**Question**

I have computed TiCo₂ at twelve volumes, with the same arrangement of atoms each time. The program shares the electrons out among atomic shells (Löwdin populations) and reports what is left over. In the table, volume is per atom, the shortest distance is between neighbouring Co atoms, and "electrons outside these shells" is the leftover for the whole cell of two Ti and four Co atoms.

TiCo₂ (space group Fd-3m, 6-atom cell) computed with Ansatz 0.2.0: r2SCAN, scalar-relativistic, plane waves with PAW, collinear spin, 500 eV wave cutoff, 10×10×10 k mesh, Gaussian smearing of 0.1 eV. Electrons outside these shells are the 92 explicit electrons per cell minus the Löwdin populations of the 3s, 3p, 3d and 4s shells.

```tsv
volume (Å³/atom)	shortest distance (Å)	electrons outside these shells (e)
11.340	2.291	1.160
11.373	2.293	1.160
11.713	2.316	1.200
12.091	2.341	1.230
12.294	2.354	1.250
12.461	2.364	1.260
12.554	2.370	1.270
12.835	2.388	1.290
12.839	2.388	1.290
13.224	2.412	1.320
13.617	2.435	1.350
13.707	2.441	1.350
```

1. How big is the leftover, and which way does it run?
2. Which digits can I trust?
3. Which shells lose electrons when the cell expands, and why?
4. Is the leftover the metal's gas of free electrons?
5. Can I turn the populations into ionic charges?
6. What would change if I added a shell or pulled the atoms far apart?
7. How much of the trend is real electron transfer?

**Answer**

**1. Size and direction.** About one electron in seventy is left over, or roughly 0.2 electron per atom. The leftover grows by about a sixth while the volume grows by about a fifth. It never falls from one row to the next, although three neighbouring pairs have equal entries.

The calculation treats 92 electrons per cell explicitly. The program compares the electronic states with a fixed list of atomic orbitals, here 3s, 3p, 3d and 4s, and counts how many electrons those orbitals can describe. The leftover is the part they cannot describe. It is therefore a property of the crystal and of the list together.

**2. Digits.** Two decimals are meaningful for comparing these rows; the final zero carries no information. The two smallest cells both show 1.16, but the unrounded populations give 1.158 and 1.162, so even that pair is rising. The total rise of 0.19 electron is far larger than the rounding. These digits hold for this list of orbitals only, and another list could change the number much more than rounding does. All rows also share one k mesh and one cutoff, so the table cannot show whether finer settings would move the second decimal.

**3. Who pays.** The 3d shells do. From the smallest to the largest cell they lose 0.57 electron in total. The 4s shells gain 0.28, the leftover takes 0.20 (0.19 if taken from the rounded table), and the remaining 0.09 appears in 3s and 3p. The leftover is thus not fed by an emptying 4s shell, which would have been the easy guess.

The direction fits a well-known effect in transition metals. The 4s and 4p waves are wide and reach far into the neighbouring atoms, so squeezing the crystal raises their energy strongly. The 3d orbitals are compact and feel the squeeze less. Compression therefore moves electrons from s and p states into d states, and expansion moves them back. The 4p part of that return has no shell of its own in the list. Orbitals on neighbouring atoms can describe some of it, and the rest would be counted as leftover. This is an argument from theory, because the populations do not show 4p separately.

**4. A free-electron gas?** If the leftover were a gas with a fixed number of electrons, that number would stay the same when the cell expands. The leftover rises, so the table already speaks against that version. Another version can be tested too. Suppose the leftover were a thin background that fills the cell at the same density at every volume. Its amount would then grow in proportion to the volume. Starting from the smallest cell, the largest should hold 1.16 × 13.707 / 11.340 = 1.40 electrons.

The table gives 1.35. The estimate has no adjusted parameter and comes within 4% of the computed amount, but it overstates the growth by about a quarter. The leftover becomes slightly thinner as the cell expands.

Even perfect agreement would not have made it a gas of free electrons. Electrons in 4s bands also move through the metal, yet they are counted inside the listed shells. Density that bulges towards a neighbour in a bond may be left out, although it is not free at all. The leftover measures what the orbitals miss, which is a different thing from mobility.

**5. Ionic charges?** No. At 12.554 Å³ per atom, subtracting the populations from the neutral-atom counts makes Ti +0.17 and Co +0.23. Both elements appear positive in a neutral crystal, because the leftover has been assigned to no atom.

Bader analysis divides space instead of orbitals, so every electron belongs to some atom. At 12.461 Å³ per atom it gives Ti +1.35 and Co −0.67. That has the chemically sensible direction, with Ti giving up density to Co. For the direction of charge transfer between the elements, use the Bader values; their size still depends on where the boundaries between atoms are drawn.

**6. Another shell, or separated atoms.** Adding 4p orbitals to the list should lower the leftover, because they would describe some of the density that is now missed. The crystal itself would not change: its energy, pressure and density would stay the same. By how much the leftover would drop has not been computed.

Pulling the atoms far apart should also remove most of it. An isolated Ti or Co atom in its usual state keeps its outer electrons in 3d and 4s, and both are in the list. The rise in the table must therefore turn round at some larger volume, and it should not be extrapolated.

A different magnetic state could also shift the numbers, since magnetism rearranges the 3d electrons. In all twelve rows the Co moments point one way and the Ti moments the other, and both grow smoothly with volume. Each Co moment gains 0.41 μB between the smallest and the largest cell, so part of the 3d loss in answer 3 may come from the growing magnetism. The row at 12.294 carries a warning about the room left for the moment to grow, but its moments fit between those of its neighbours. No stability check was made, so a lower state may exist, and functionals of this type often make such moments too large.

**7. Real transfer or changing yardstick?** A full shell offers a useful control. Ti 3s lies deep and should hold two electrons at every volume. The analysis finds only 1.93 in the smallest cell and 0.03 more in the largest. Very little chemistry can happen in that shell, so most of this drift probably comes from the yardstick: the atomic orbitals overlap less as the atoms move apart, and the same density is shared out differently.

That drift is half as large as the gain of Ti 4s, which is only 0.05 electron per atom. The 4s gain of Ti is therefore weak evidence for real transfer. The 3d loss of Ti stands out better, at 0.232 / 2 = 0.12 electron per atom, or about four times the drift. Cobalt passes the same test more clearly: per atom, its 3d shell loses 0.08 electron and its 4s shell gains 0.04, while its full 3s shell drifts by only 0.007. Even so, the drift gives only a scale for the error and not a correction, since each shell overlaps with its neighbours in its own way: Ti 3p, just as full, drifts far less than Ti 3s. The rise of the leftover itself cannot be split at all, because these runs do not separate a real gain in 4p from a changing yardstick.

These comparisons suggest a practical rule: before reading a change in Löwdin population as chemistry, look at how much the full shells of the same atom appear to change, and be wary of anything that is not clearly larger than the largest of these drifts.

Printed output of the fit:

```
Remainder in the smallest cell (e per 6 atoms): 1.16
Remainder in the largest cell (e per 6 atoms): 1.35
Rise of the remainder from smallest to largest cell (e): 0.19
Rise of the remainder (percent): 16.38
Rise of the volume (percent): 20.87
Rise of the shortest distance (percent): 6.547
Share of the 92 valence electrons at 12.461 (percent): 1.37
Neighbouring pairs with equal table entries: 3
Constant-density estimate for the largest cell (e): 1.402
Constant-density estimate less table value (e): 0.05213
Unrounded remainder at 11.340 (e): 1.158
Unrounded remainder at 11.373 (e): 1.162
Unrounded slope from 11.340 to 12.554 (e per A^3/atom): 0.09407
Unrounded slope from 12.554 to 13.707 (e per A^3/atom): 0.07129
Change of Ti 3d from smallest to largest cell (e per cell): -0.232
Change of Co 3d from smallest to largest cell (e per cell): -0.3336
Change of all 3d (e per cell): -0.5656
Change of all 4s (e per cell): 0.275
Change of all 3s and 3p (e per cell): 0.0942
Ti 3s population in the smallest cell (e per atom): 1.926
Ti 3s gain to the largest cell (e per atom): 0.0271
Ti 4s gain to the largest cell (e per atom): 0.0541
Apparent Loewdin charge of Ti at 12.554 (e): 0.1731
Apparent Loewdin charge of Co at 12.554 (e): 0.2316
Bader charge of Ti at 12.461 (e): 1.345
Bader charge of Co at 12.461 (e): -0.6726
Growth of the Co site moment, smallest to largest cell (muB): 0.4075
```
